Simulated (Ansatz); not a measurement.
# Sb: energy above lowest point against volume scale

Free energy against uniform scaling of the volume at fixed shape and fractions; periodic cell, basis, potentials, k mesh and filling as listed. The results are calculated, by Ansatz 0.2.0.

The cell before it is scaled or strained (space group R-3m, No. 166):
```
cell vectors (Å)
   2.1542     1.2437     3.7580
  -2.1542     1.2437     3.7580
   0.0000    -2.4875     3.7580
atoms (fractions of the cell vectors)
Sb  0.23349  0.23349  0.23349
Sb  0.76651  0.76651  0.76651
```

Settings of every row: functional PBEsol; dispersion none; potentials all-electron LAPW; k mesh 8x8x8; k shift 0x0x0; occupations fermi dirac; smearing width 0.05 eV; spin none; basis error target 0.0005 eV/atom.

Limits: coarse k mesh, up to 40 meV an atom off.

| row | volume scale | V (Å³/atom) | energy above lowest point (meV/atom) |
| --- | --- | --- | --- |
| 1 | 0.94 | 28.394 | 22.2 |
| 2 | 0.97 | 29.3 | ? |
| 3 | 1 | 30.206 | 0 |
| 4 | 1.03 | 31.112 | 4.5 |
| 5 | 1.06 | 32.018 | 17.2 |

Question: what energy above lowest point should row 2 give?

Worked fit of energy above lowest point. Take u = (V_r/V)^(2/3) − 1 with V_r = 30.659 Å³ an atom, which is twice the finite (Eulerian) strain; such expansions in the strain, on which the Birch-Murnaghan equation of state is built, carry the rest volume and the bulk modulus. The shown rows have u = 0.0525, 0.00997, -0.00973, -0.0285. Least squares give energy above lowest point = 1.11 − 225.3 × u + 11940 × u² meV/atom; a straight line predicts inner rows, each left out in turn, worse (root mean square 12 against 0.14 meV/atom). The rows lie off it by 0.0, -0.1, 0.1, 0.0. Its lowest point lies at u = 0.0094, or V = 30.23 Å³ an atom, and the curvature there gives the bulk modulus at fixed shape and fractions, B = (4/9)(1 + u)² E″(u)/V = 57.3 GPa. Letting shape and atoms relax would as a rule lower it, by much in layered, chain or molecular crystals. The withheld row has u = 0.03069, so the fit gives 1.11 − 225.3 × (0.03069) + 11940 × (0.03069)² = 5.4 meV/atom.

The calculation gave 5.3 meV/atom. The fit lies 0.1 meV/atom (0.45 % of the column's range) above it, one unit of the last digit.
